\noindent\textbf{Student.} Cs$^+$ is a closed shell without net spin. How can the Fermi contact operator add to the shielding of its own nucleus?

\noindent\textbf{Lecturer.} The field gives the two spins different effective masses. Use atomic units ($c=1/\alpha$, $\mu_0/4\pi=\alpha^2$, $\mu_B=1/2$), $g=2$, a point nucleus, $\mathbf B$ and the nuclear moment $\boldsymbol\mu$ along $z$, and $E=-\mu B(1-\sigma)$. With $\boldsymbol\pi=\mathbf p+\mathbf A$ one has $(\boldsymbol\sigma\cdot\boldsymbol\pi)^2=\pi^2+\boldsymbol\sigma\cdot\mathbf B$, so the Foldy--Wouthuysen term $-\alpha^2(\boldsymbol\sigma\cdot\boldsymbol\pi)^4/8$ contains $-(T/2c^2)\,\boldsymbol\sigma\cdot\mathbf B$, where $T=p^2/2$. For $\sigma_z=s=\pm1$,
\begin{equation}
H_s=(1-\lambda)T-\frac Zr+\frac{sB}{2}+\frac{4\pi}{3}\alpha^2\mu s\,\delta(\mathbf r),\qquad \lambda=\frac{s\alpha^2B}{2}.
\end{equation}

\noindent\textbf{Student.} At 9.4 T, $|\lambda|=\mu_BB/mc^2=1.06\times10^{-9}$. That is nothing. And the second-order sum runs over a continuum.

\noindent\textbf{Lecturer.} Shielding is a derivative with respect to $B$, so only the slope counts, and two functions give it exactly. Take $\psi_0=(Z^3/\pi)^{1/2}e^{-Zr}$ and its normalised breathing mode $\chi=(2/\sqrt3)(3/2-Zr)\psi_0$, orthogonal to $\psi_0$, with $\chi(0)=\sqrt3\,\psi_0(0)$. Drop the constant $sB/2$, count energy from $-Z^2/2$, and set $\kappa=\frac43\alpha^2\mu sZ^3$:
\begin{equation}
H=\begin{pmatrix}0&0\\0&\Delta\end{pmatrix}-\lambda Z^2\begin{pmatrix}1/2&1/\sqrt3\\1/\sqrt3&7/6\end{pmatrix}+\kappa\begin{pmatrix}1&\sqrt3\\\sqrt3&3\end{pmatrix},\qquad\Delta=\frac{2Z^2}{3}.
\end{equation}
For $Z=55$, $\Delta=54.9$ keV, the kinetic coupling is 47.5 keV and the length $a_0/Z$ is 0.0096 \AA. The lower root is $E_-=\frac12(H_{00}+H_{11})-[\frac14(H_{11}-H_{00})^2+H_{01}^2]^{1/2}$, and its bilinear part comes from $-H_{01}^2/\Delta$:
\begin{equation}
E_{\lambda\kappa}=-\frac{2(-\lambda Z^2/\sqrt3)(\sqrt3\kappa)}{\Delta}=3\lambda\kappa=2\alpha^4Z^3s^2\mu B .
\end{equation}
Since $s^2=1$, both spins shield, each by $2\alpha^4Z^3$. The spin along $\mathbf B$ contracts and the other expands. The spin density integrates to zero but is finite at the nucleus, where its moment opposes $\mathbf B$.

\noindent\textbf{Student.} A basis of two is a truncation. And I would expect a Curie law, with $\mu_BB/k_B=6.3$ K.

\noindent\textbf{Lecturer.} No spin flips, and $\Delta/k_B=6.4\times10^8$ K, so temperature drops out. As for truncation, $(1-\lambda)T$ is the kinetic energy of a mass $M=1/(1-\lambda)$, and the exact $ns$ state has
\begin{equation}
|\psi_n(0)|^2=\frac{(ZM)^3}{\pi n^3}\approx\frac{Z^3}{\pi n^3}(1+3\lambda),\qquad \sigma_n=\frac{2\alpha^4Z^3}{n^3}.
\end{equation}
For $n=1$ the first-order change of $\psi$ is $\lambda Z\,\partial_Z\psi_0=\lambda(\sqrt3/2)\chi$, which lies wholly in our basis. That is why the two-level slope is exact.

\noindent\textbf{Student.} Numbers for the ion, then.

\noindent\textbf{Lecturer.} $\alpha^4Z^3=472$ ppm, so the 1s pair gives $1.9\times10^3$ ppm. Five unscreened pairs bring $S=\sum_{n=1}^5n^{-3}=1.186$ and $\sigma=4S\alpha^4Z^3=2.2\times10^3$ ppm, 84 per cent of it from 1s. As a rough gauge of screening, Slater's charges 54.7, 50.85, 43.75, 27.25 and 9.25 give $2.1\times10^3$ ppm, 7 per cent less. The total density is unchanged in first order, so the Hartree potential stays; the exchange response, of relative order $1/Z$ for inner shells, is left out.

\noindent\textbf{Student.} Large compared with what?

\noindent\textbf{Lecturer.} With Lamb's $\sigma_L=(\alpha^2/3)\sum\langle1/r\rangle$. In the neutral Thomas--Fermi atom, with initial slope $-1.588$ of the screening function and length $bZ^{-1/3}$, $b=\frac12(3\pi/4)^{2/3}=0.8853$, the sum is $1.794\,Z^{4/3}$. Hence $\sigma_L=3.18\times10^{-5}Z^{4/3}=6.7\times10^3$ ppm and
\begin{equation}
\frac{\sigma}{\sigma_L}=\frac{12S}{1.794}\,\alpha^2Z^{5/3}=7.93\,\alpha^2Z^{5/3}=0.34 .
\end{equation}
The power is $5/3$, not 2, because the numerator sits in the K shell while the denominator collects every shell. The Scott energy $+Z^2/2$ removes $Z$ from the sum, 15 per cent here. Hf$^{4+}$ ($Z=72$), the formal cation of the gate oxide HfO$_2$, has the same five s pairs, and the model gives 0.53.

\noindent\textbf{Student.} Then caesium chemical shifts should be full of it.

\noindent\textbf{Lecturer.} Shifts are differences, and chemistry moves valence charge. Hand the ion a whole 6s electron. An ionisation energy of approximately 3.89 eV gives $n^*=1.87$, the Fermi--Segr\`e density is about $Z/\pi n^{*3}$, and the hydrogenic response gives $2\alpha^4Z/n^{*3}=0.05$ ppm. A screened potential alters the factor 3, but even a tenfold increase leaves half a ppm. The term matters for absolute shieldings and nearly cancels in shifts.

\noindent\textbf{Student.} So the relativistic correction for Cs$^+$ is a third of Lamb's value?

\noindent\textbf{Lecturer.} No, five more terms share the order. Let $\mathbf A_\mu=\alpha^2\boldsymbol\mu\times\mathbf r/r^3$, $\mathbf B_\mu=\nabla\times\mathbf A_\mu$, $\mathbf A_B=\mathbf B\times\mathbf r/2$. The spin--orbit operator gains $(\alpha^2/4)\boldsymbol\sigma\cdot(\nabla V\times\mathbf A_B)$, with $V=-Z/r$; its spherical part $Z\alpha^2sB/12r$ lowers the effective charge. The diamagnetic operator $\mathbf A_B\cdot\mathbf A_\mu$ averages to $\alpha^2\mu B/3r$. Per 1s electron, in units of $\alpha^4Z^3$:

\begin{center}
\begin{tabular}{lr}
contact $\times$ spin-Zeeman kinetic & $2$\\
contact $\times$ spherical spin--orbit part & $-1/3$\\
$-(\alpha^2/4)\langle\mathbf B\cdot\mathbf B_\mu\rangle$ & $-2/3$\\
$-(\alpha^2/4)\langle\{p^2,\mathbf A_B\cdot\mathbf A_\mu\}\rangle$ & $-1/2$\\
diamagnetic $\times$ (mass-velocity $+$ Darwin) & $5/6-1/2=1/3$\\
spin-dipolar $\times$ rank-2 spin--orbit part & $7/108$\\
\hline
sum & $97/108$
\end{tabular}
\end{center}

\noindent The fifth row follows from $Z'=Z-\alpha^2\mu B/3$ in the orbital, where the two energies are $-5\alpha^2Z'^4/8$ and $\alpha^2ZZ'^3/2$. The sixth uses the d-wave response $-(1/3r+Z/9)\psi_0$ to $r^{-3}$. The 1s pair thus keeps $0.85\times10^3$ ppm, under half of our term. The first four rows and the Darwin part sample the region at the nucleus, so they too change little with chemistry.

\noindent\textbf{Student.} And higher orders? $(Z\alpha)^2=0.16$ is not small.

\noindent\textbf{Lecturer.} They push upwards. The Dirac 1s hyperfine integral exceeds the contact value by $1/\gamma(2\gamma-1)$ with $\gamma=[1-(Z\alpha)^2]^{1/2}$, which is 1.31 for Cs and 1.7 for Hf, where the ratio shows a trend only. Two figures are therefore the most the model supports. Its $2.2\times10^3$ ppm is the largest single term, not the correction: the full relativistic increase for an ion of this charge is typically near $1.5\times10^3$ ppm, so the term alone overshoots by roughly a half.